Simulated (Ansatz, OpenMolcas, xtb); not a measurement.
## GaH3S (SMILES [SH][GaH2]): methods side by side

GaH3S: 5 atoms, total charge 0, spin state singlet. SMILES: `[SH][GaH2]`. The shape is that of a PBE0-D4/def2-TZVP optimisation.

Each level gives the dipole moment (D). The values are calculated.

```csv
level,kind,program,value (D),CPU time
GFN2-xTB,semi-empirical,xtb,2.09,under 2 s
GFN0-xTB,semi-empirical,xtb,2.43,under 2 s
GFN1-xTB,semi-empirical,xtb,1.53,under 2 s
HF/ANO-S-MB,Hartree–Fock,OpenMolcas,1.85,7 s
HF/STO-3G,Hartree–Fock,Ansatz,0.78,0.65 s
HF/3-21G,Hartree–Fock,Ansatz,2.47,1.1 s
HF/6-31G* (spherical functions),Hartree–Fock,Ansatz,1.70,2.5 s
HF/def2-SVP,Hartree–Fock,Ansatz,1.44,1.9 s
BLYP/cc-pVTZ,GGA,Ansatz,0.97,14 s
B3LYP/6-31G* (spherical functions),global hybrid,Ansatz,1.31,5 s
```

All-electron rows without a relativistic Hamiltonian named are non-relativistic. The values span 0.78 to 2.47 D. Magnitudes only: a small dipole may point the other way at some levels. Sets without polarisation functions give poor dipoles. Without the sets that lack polarisation functions the rows with a basis span only 0.97 to 1.70 D. Times are those of the runs behind each value, whatever else they computed, on shared processors of several kinds: orders of magnitude only.

GaH3S comes out polar at every level, but the size of its dipole is poorly fixed. Gallium is electropositive towards both sulfur and hydrogen, so the Ga–S bond and the hydridic Ga–H bonds pull electron density in partly opposing directions, while the sulfur lone pair and the S–H bond add contributions of their own. The net moment is thus a vector sum with partial cancellation, and modest changes in bond polarity can shift it markedly.

The cleanest comparison is in 6-31G*, where going from Hartree–Fock to B3LYP lowers the dipole from 1.70 to 1.31 D, probably because Hartree–Fock exaggerates the charge separation in the polar bonds. BLYP lies lower still at 0.97 D, but its basis differs too, and Hartree–Fock itself drops to 1.44 D in def2-SVP, so that further decrease can't be credited to the functional alone. GFN1-xTB falls among the polarised-basis values and its two siblings above them, which doesn't establish GFN1-xTB as the more accurate model.
